Virtual Hartree-Fock orbitals see N electrons: affinities and frozen excitation energies

1. Premises and notation

I take N electrons, fixed point nuclei of infinite mass and the non-relativistic Hamiltonian H = Σ_n h(n) + Σ_{n<m} k/r_nm, with k = e²/(4πε₀) and h = −(ħ²/2m)∇² − Σ_A k Z_A/|r − R_A|. The nuclear repulsion is a constant and drops out of every difference. Spin orbitals χ_p are orthonormal. Labels i, j are occupied in the reference determinant Φ₀, labels a, b are empty (virtual). I write

⟨pq|rs⟩ = ∫∫ χ_p*(1) χ_q*(2) (k/r₁₂) χ_r(1) χ_s(2),  ⟨pq||rs⟩ = ⟨pq|rs⟩ − ⟨pq|sr⟩.

For any determinant built from a set S of these orbitals, orthonormality leaves only the identity permutation in the one-electron part, and the identity and one transposition (sign −1) in the two-electron part:

E[S] = Σ_{p∈S} h_pp + ½ Σ_{p,q∈S} ⟨pq||pq⟩.   (1)

Two properties matter: ⟨pp||pp⟩ = 0, and ⟨pq||pq⟩ = ⟨qp||qp⟩ by relabelling the electrons. Φ₀ makes (1) stationary under orthonormality-preserving changes. The first-order change of E under χ_i → χ_i + η χ_a is 2 Re(η* F_ai), so stationarity means F_ai = 0 for the Fock operator

F_pq = h_pq + Σ_j ⟨pj||qj⟩,  j over the N occupied spin orbitals.   (2)

F is then block diagonal. Canonical orbitals diagonalise each block, F χ_p = ε_p χ_p. I assume aufbau filling: every ε_a lies above the highest occupied ε_H. For a closed shell each spatial orbital φ carries both spins ↑ and ↓, the spin sums in (2) give N/2 doubled Coulomb terms and N/2 exchange terms, and

F = h + Σ_j (2Ĵ_j − K̂_j),  j over N/2 spatial orbitals,   (3)

Ĵ_j f(r) = f(r) ∫ |φ_j(r′)|² k/|r − r′| d³r′,  K̂_j f(r) = φ_j(r) ∫ φ_j*(r′) f(r′) k/|r − r′| d³r′.

I use J_pq = ⟨φ_p|Ĵ_q|φ_p⟩ and K_pq = ⟨φ_p|K̂_q|φ_p⟩. K̂_j is a positive operator: with ρ = φ_j* f and its Fourier transform ρ̃, ⟨f|K̂_j|f⟩ = (2π)⁻³ ∫ (4πk/κ²)|ρ̃(κ)|² d³κ ≥ 0.

2. Which terms survive

From (2), ε_p = h_pp + Σ_j ⟨pj||pj⟩. For p = i the term j = i vanishes, so ε_i contains N − 1 interactions. In operator form K̂_i φ_i = Ĵ_i φ_i: exchange removes the repulsion of the electron with itself. For p = a the sum over j never reaches a. Nothing cancels and ε_a contains N interactions. A virtual orbital therefore describes an electron added to the intact N-electron system.

3. Adding and removing an electron

Apply (1) to S = S₀ ∪ {a}. The new terms are h_aa, the pairs (a, j) and (j, a), which are equal and together cancel the ½, and the pair (a, a), which is zero:

E[S₀ + a] − E₀ = h_aa + Σ_j ⟨aj||aj⟩ = ε_a.   (4)

The same count for S₀ without i gives E[S₀ − i] − E₀ = −ε_i, which is Koopmans' theorem. With the convention A = E(N) − E(N+1), positive for a bound added electron, the frozen-orbital affinity is A = −ε_a.

Equation (4) has a variational content. Put any normalised function χ of the virtual space in place of χ_a. The count above used orthonormality only, so E[S₀ + χ] = E₀ + ⟨χ|F|χ⟩. Since a determinant is linear in the added orbital, the Hamiltonian matrix among the states "Φ₀ plus one electron in b" is E₀δ_ab + F_ab. The canonical virtuals diagonalise it. The lowest virtual of a symmetry is the best orbital for the extra electron as long as the N others are frozen.

4. The long-range potential

Let q = Σ_A Z_A − N be the net charge number. Outside the charge cloud 1/|r − r′| = 1/r + r̂·r′/r² + O(r⁻³). Each Ĵ_j tends to k/r because φ_j is normalised, so the local part of (3) is

V(r) = −k q/r − (e/4πε₀) p·r̂/r² + O(r⁻³),   (5)

with p the dipole moment of nuclei plus electrons.

Exchange on a virtual orbital gives K̂_j φ_a = φ_j(r) W_ja(r), W_ja = ∫ φ_j* φ_a k/|r − r′| d³r′. Its monopole term is k⟨φ_j|φ_a⟩/r = 0, so W_ja falls as r⁻² or faster. The prefactor settles the matter. Occupied orbitals decay at least as fast as exp(−κ_H r), up to powers of r, with ħκ_H = √(−2mε_H). A bound virtual decays as exp(−κ_a r) with ħκ_a = √(−2mε_a), and κ_a < κ_H by aufbau; an unbound one has no exponential decay. The ratio K̂_jφ_a/φ_a thus vanishes exponentially, and the virtual orbital feels the tail (5) unchanged.

For the highest occupied orbital the term j = H has W_HH → k/r, and −K̂_Hφ_H adds −k/r: the tail is −k(q + 1)/r. So one operator F shows two tails. In a neutral system the outer occupied electron sees charge one and a virtual electron sees none. In Li⁺ (Z = 3, N = 2, q = 1) the 1s electron sees charge two and a virtual electron charge one.

5. Bound virtuals and collapse

V vanishes at infinity and exchange is confined to the region of the occupied orbitals. I take the standard consequence as given: the spectrum of F is discrete below zero and continuous from zero upward. To see what a growing basis does, I hold F fixed at converged occupied orbitals and add diffuse functions g_λ(r) = λ^(3/2) g(λr), λ → 0. Substituting u = λr gives

⟨g_λ|F|g_λ⟩ = λ² T_g − λ q k⟨1/r⟩_g + λ² D_g + o(λ²),   (6)

where T_g is the kinetic energy of g and D_g the expectation value of the dipole term. Short-range parts of V and exchange scale with the weight of g_λ in the core, λ³ or less, and the overlaps with occupied orbitals vanish as λ^(3/2), so orthogonalising to them changes (6) at order λ³. Take g from a fixed space of dimension n. By the min-max principle the n-th virtual eigenvalue in any basis that contains the scaled space is at most the largest value of (6) in that space, and it is at least the n-th eigenvalue of F in the full virtual space, or zero if F has fewer than n bound virtuals.

Case q > 0. The linear term wins for small λ, the largest value of (6) is negative for every n, and F has infinitely many bound virtuals: a Rydberg series. These converge as the basis grows.

Case q ≤ 0. The upper bound tends to zero. If F binds n_b virtuals, the roots n > n_b are squeezed between zero and a bound that vanishes: they collapse to zero energy from above, as λ² for q = 0 and as λ for q < 0. A positive ε_a from a finite basis samples the continuum, and its value follows the most diffuse exponents. It approximates no affinity. Neutrality does not forbid bound virtuals. The short-range attraction may be strong enough to hold some, and the dipole term scales like the kinetic energy, so a large enough dipole binds as well. What neutrality removes is the −k/r tail and the guarantee that came with it.

For a closed-shell atom there is a sharper bound. The density is spherical, and the potential of N electrons in spherical shells never exceeds Nk/r. With K̂_j ≥ 0 this gives the operator inequality F ≤ −(ħ²/2m)∇² − qk/r. In an angular momentum channel with no occupied orbital, min-max then places each virtual level below its hydrogenic partner,

ε_nl ≤ −q² E_h/(2n²),  E_h = ħ²/(m a₀²) = k/a₀ = 4.360 aJ,  a₀ = 52.92 pm.   (7)

6. Frozen excitation energies

Replace spin orbital i by a. Add a to the set S₀ − i as in (4); the sum now omits i:

E[S₀ − i + a] = E[S₀ − i] + h_aa + Σ_{j≠i} ⟨aj||aj⟩ = E₀ − ε_i + ε_a − ⟨ia||ia⟩.   (8)

The last term removes the interaction with electron i, which ε_a counted and which is no longer there. Now take a closed shell, spatial orbitals i and a, and Δ = ε_a − ε_i. With creation and annihilation operators c†, c:

Φ_T = c†_a↑ c_i↓ Φ₀, M_S = 1. The spins of i↓ and a↑ differ, the exchange integral vanishes on spin integration, ⟨ia||ia⟩ = J_ia. Only two electrons are unpaired, so M_S = 1 forces S = 1, and

ω_T = ε_a − ε_i − J_ia.   (9)

Φ_↑ = c†_a↑ c_i↑ Φ₀ and Φ_↓ = c†_a↓ c_i↓ Φ₀, M_S = 0. The spins agree, ⟨ia||ia⟩ = J_ia − K_ia, and both have the diagonal element D = Δ − J_ia + K_ia relative to E₀. They are coupled by an element X, which I get from spin symmetry. The lowering operator is S₋ = Σ_p c†_p↓ c_p↑ in units of ħ. It annihilates Φ₀, and the identity [c†_p c_q, c†_r c_s] = δ_qr c†_p c_s − δ_ps c†_r c_q gives

S₋Φ_T = [S₋, c†_a↑ c_i↓]Φ₀ = Φ_↓ − Φ_↑.

Hence (Φ_↓ − Φ_↑)/√2 is the M_S = 0 triplet. The orthogonal combination (Φ_↑ + Φ_↓)/√2 is the singlet, because two unpaired spins give one triplet and one singlet at M_S = 0. H commutes with the spin operators, so it does not mix the two combinations, which with equal diagonal elements makes X real, and the triplet component has the energy (9). Its expectation value is D − X. So D − X = Δ − J_ia, X = K_ia, and the singlet lies at D + X:

ω_S = ε_a − ε_i − J_ia + 2K_ia.   (10)

Since K_ia ≥ 0, the triplet is the lower one for common orbitals, by 2K_ia. For N = 2 there is a direct test. The spatial functions [φ_i(1)φ_a(2) ± φ_a(1)φ_i(2)]/√2 have E = h_ii + h_aa + J_ia ± K_ia, upper sign singlet. With E₀ = 2h_ii + J_ii, ε_i = h_ii + J_ii and ε_a = h_aa + 2J_ia − K_ia one finds E − E₀ = h_aa + J_ia ± K_ia − ε_i = Δ − J_ia + K_ia ± K_ia, which is (10) and (9).

The derivation holds with any normalised virtual-space function φ in place of φ_a and ⟨φ|F|φ⟩ in place of ε_a. The excited electron is therefore governed by

F_T = F − Ĵ_i,  F_S = F − Ĵ_i + 2K̂_i,   (11)

projected on the virtual space. By Section 4, −Ĵ_i adds −k/r and K̂_i adds no tail, so both have the tail −k(q + 1)/r. Canonical virtuals are eigenfunctions of F, with charge q, and are too diffuse for this role. Eigenfunctions of (11) are known as improved virtual orbitals. When hole and particle are a distance R apart, J_ia → k/R and K_ia → 0, and both excitation energies tend to (−ε_i) − (−ε_a) − k/R: ionise, attach, and regain the Coulomb attraction.

7. The model for Li⁺

In this section lengths are in a₀ and energies in E_h; exponents α and β stand for α/a₀ and β/a₀. The basis is one 1s and one 2p Slater function with radial parts

R_s = 2α^(3/2) exp(−αr),  R_p = (4β⁵/3)^(1/2) r exp(−βr),  t = α + β.

F of the 1s² state is spherical and cannot mix s with p, so R_s is the occupied orbital and R_p the virtual one for any exponents. The integrals use ∫₀^∞ rⁿ exp(−sr) dr = n!/s^(n+1).

One-electron terms. With u = rR, T = ∫[½u′² + l(l+1)u²/(2r²)]dr gives α²/2 and β²/2; ⟨1/r⟩ is α and β/2. So h_ii = α²/2 − Zα and h_aa = β²/2 − Zβ/2.

Coulomb terms. The charge inside r acts from the centre and each outer shell gives a constant, so one 1s electron produces v(r) = 1/r − (α + 1/r)exp(−2αr). Averaging over R_s² gives J_ii = α − α/8 − α/4 = 5α/8. Averaging over R_p² gives

J_ia = β/2 − (4β⁵/3)[24α/(2t)⁵ + 6/(2t)⁴] = β/2 − P/2,  P = β⁵(3α + β)/t⁵.

Exchange term. The product φ_iφ_a has pure l = 1 character, so only the l = 1 term (r_</r_>²)(4π/3)Σ_m Y₁ₘ*(1)Y₁ₘ(2) of 1/r₁₂ survives. With Y₀₀² = 1/4π the angular factor is 1/3. The radial product is r²R_sR_p = C r³exp(−tr), C² = 16α³β⁵/3. The two orderings of r₁ and r₂ contribute equally:

2∫₀^∞ r⁴exp(−tr) [∫_r^∞ r′exp(−tr′)dr′] dr = 2∫₀^∞ r⁴exp(−2tr)(r/t + 1/t²)dr = 2(120/64 + 24/32)/t⁷ = 21/(4t⁷),

K_ia = (1/3)(16α³β⁵/3)(21/4t⁷) = (28/3)α³β⁵/t⁷.

Collecting terms, with q = Z − 2,

ε_a(β) = β²/2 − qβ/2 − P − K_ia,   (12)
ω_T,S(β) = β²/2 − (q + 1)β/2 − P/2 ∓ K_ia − ε_i,  upper sign triplet.   (13)

Equation (12) is (6) made explicit: a hydrogenic part of charge q, and penetration and exchange terms of order β⁵. Equation (13) has charge q + 1. The ground state has E₀ = α² − 2Zα + 5α/8, minimal at α = Z − 5/16 with E₀ = −α², and ε_i = h_ii + J_ii = −α²/2 + 5α/16.

8. Range of validity

Equations (4) and (8) are identities for any single-determinant Hartree-Fock solution; (9) and (10) need a restricted closed shell. They are expectation values in frozen trial states, and their use as estimates has these limits.

Relaxation. Reoptimising the orbitals can only lower the (N+1)-electron energy of the lowest state of a symmetry, so the self-consistent affinity is at least −ε_a. Correlation is usually larger with the extra electron and then pushes the same way; for ionisation the two corrections usually oppose each other. A compact added electron disturbs the others strongly, a Rydberg electron outside a small core hardly at all.

Sign. Only ε_a < 0, converged in diffuse functions, is an affinity. Section 5 assumes a finite system.

Mixing. F_ia = 0 decouples single excitations from Φ₀, but they mix with one another. Within one hole i the coupling is the off-diagonal part of (11), and it is large because the tails of F and of F_T, F_S differ. If i and a are both degenerate, the frozen configurations must first be combined by symmetry, and (9) and (10) give only diagonal elements. With one occupied orbital, as here, diagonalising (11) is the complete singles problem.

Bounds. Total energies of the lowest states of each symmetry are upper bounds. Their differences from an approximate E₀ are no bounds.

9. Numbers

All values are the model's. Four decimals are shown so that 2K_ia can be read; unrounded values are carried from line to line. For Z = 3, α = 2.6875, E₀ = −7.2227 and ε_i = −2.7715. The mean 1s radius 3/(2α) is 29.5 pm.

Added electron. Setting the derivative of (12) to zero gives β = 0.523, close to the value 1/2 of a hydrogenic 2p orbital of charge one; the mean radius 5/(2β) is 253 pm. At this β: h_aa = −0.6477, J_ia = 0.2610, P = 0.0010, K_ia = 0.0020, the hydrogenic part of (12) is −0.1247, and ε_a = −0.1277. This lies below −1/8, as (7) demands of the lowest p level; a single function gives an upper bound to that level. In SI units ε_a = −0.56 aJ (−3.5 eV), the model's energy of Li 1s²2p relative to Li⁺.

Two neglected terms can be sized. Letting the core breathe: E₀(α) has curvature 2, the slope of ε_a in α is G = 0.00334, and the gain G²/4 is 2.8×10⁻⁶, negligible. Core polarisation, a correlation effect, adds −α′/(2r⁴) outside the core. With a typical polarisability volume α′ = 2.8×10⁻³² m³ = 0.19 a₀³ for Li⁺ and ⟨r⁻⁴⟩ = 2β⁴/3 = 0.0499, its magnitude is 0.005, an overestimate since the r⁻⁴ form is too strong inside the core. It is comparable to P + K_ia = 0.0030. So the binding is fixed to two figures, while its departure from −1/8 is not predicted by frozen Hartree-Fock theory.

Collapse, for contrast. For H⁻, Z = 1, α = 11/16, q = −1, and (12) gives 0.313, 0.0548 and 0.00505 at β = 0.5, 0.1 and 0.01. The values follow β/2 toward zero and have no meaning as affinities.

Excitation 1s → 2p with the canonical virtual, β = 0.523:

Δ = 2.6437 (11.5 aJ, 71.9 eV)
ω_T = 2.3827 (10.39 aJ)
ω_S = 2.3868 (10.41 aJ)
splitting 2K_ia = 0.0040 (0.018 aJ, 0.11 eV)

The orbital gap exceeds both excitation energies by about J_ia. Now minimise (13) over β with the 1s orbital still frozen. This is variational, since these are the lowest ³P and ¹P states of odd parity and are orthogonal to the S ground state by symmetry:

triplet: β = 1.10, radius 120 pm, K_ia = 0.0261, ω_T = 2.2409 (9.77 aJ), lowered by 0.142
singlet: β = 0.97, radius 136 pm, K_ia = 0.0178, ω_S = 2.2838 (9.96 aJ), lowered by 0.103
splitting 0.043 (0.19 aJ, 1.2 eV)

Both exponents are near 1, the hydrogenic 2p value for charge two. Exchange pulls the triplet orbital in and pushes the singlet orbital out. The lowering exceeds the frozen 2K_ia many times over, and because K_ia grows as β⁵ for a diffuse orbital, the canonical virtual gives far too little exchange. The splitting of these two terms in Li⁺ is typically put near 0.15 aJ (0.9 eV), so the frozen 0.018 aJ falls short by almost an order of magnitude.

Two further terms limit the absolute excitation energies. The remaining 1s electron would contract from α toward Z; for complete removal of its partner the gain is (Z − α)²/2 = 25/512 = 0.0488, and it lowers ω. The correlation energy of the 1s² pair, typically about 0.04 in magnitude, is largely lost on excitation and raises ω. Each is as large as the splitting 0.043, though largely common to both spin states. The model's excitation energies are thus 9.8 aJ for the triplet and 10.0 aJ for the singlet, each uncertain by about 0.05 E_h = 0.2 aJ. The 2p orbital with β = 0.523 belongs to neutral Li, where the outer electron sees charge one, and the orbitals with β near 1 belong to excited Li⁺, where it sees charge two.